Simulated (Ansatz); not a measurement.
Strength of the C–B bond: C3H9BO → C3H7 + BH(OH)

Species: C3H9BO `CC(C)BO`, singlet; C3H7 `C[CH]C`, doublet; BH(OH), doublet. 

Shapes, held fixed at every level: PBE0-D4/def2-TZVP. Flexible molecules stand in one conformer, not always the lowest. Programs: Ansatz 0.2.0. The zero-point and thermal change to 298 K, harmonic and unscaled (PBE0-D4/def2-TZVP), is -18.9 kJ/mol.

Q: Estimate ΔH(298 K) of this reaction.

A: The highest level, CCSD(T)/CBS estimate, gives ΔH(298 K) = +406.4 kJ/mol; the levels span +290.9 to +441.9. The column of differences is taken from that level and isn't an error. Hartree–Fock misses the correlation of the pair that is broken and comes out low. No measured value is set beside it here. Open shells run unrestricted unless RO is named. The CBS estimate extrapolates MP2 from def2-TZVPP and def2-QZVPP and adds CCSD(T) − MP2 in the triple-zeta set, cores frozen. Times are processor times on shared x86 and Arm servers, and rough.

| level | kind | ΔH(298 K) (kJ/mol) | less CCSD(T)/CBS estimate | CPU time (sum over the molecules) |
| --- | --- | --- | --- | --- |
| HF/def2-SVP | Hartree–Fock | +290.9 | -115.5 | – |
| SPW92/def2-TZVPP | LDA | +441.9 | +35.5 | 11 s |
| PBE-D4/def2-TZVPP | GGA | +384.2 | -22.2 | 21 s |
| r2SCAN0-D4/def2-TZVPP | global hybrid | +366.4 | -40.0 | 42 s |
| MP2/def2-SVP | perturbation theory | +407.4 | +1.0 | – |
| CCSD(T)/def2-SVP | coupled cluster or CI | +395.8 | -10.6 | 51 s |
| CCSD(T)/def2-TZVPP | coupled cluster or CI | +399.5 | -6.9 | 34 min |
| CCSD(T)/CBS estimate | coupled cluster or CI | +406.4 | 0.0 | 40 min |

The C–B bond is strong, with a coupled-cluster dissociation enthalpy of +406.4 kJ/mol, above that of a typical C–C single bond. Boron's σ bond to carbon is short of neither overlap nor polarity, and the BH(OH) fragment gains little on release: its unpaired electron sits in a σ-type hybrid on boron, while π donation from oxygen is already present in the parent. Hyperconjugation in the secondary propyl radical offsets only part of the cost.

In the same small basis, Hartree–Fock gives +290.9 and CCSD(T) +395.8, so correlation, not basis size, accounts for most of the Hartree–Fock shortfall. The near-perfect MP2/def2-SVP value is a cancellation: MP2 overshoots CCSD(T) in that basis, while the coupled-cluster values rise as the basis grows. Among the functionals, LDA shows its usual overbinding, but the hybrid lies further from the reference than the GGA. Whether C–B is the molecule's weakest link remains open without the competing cleavages.
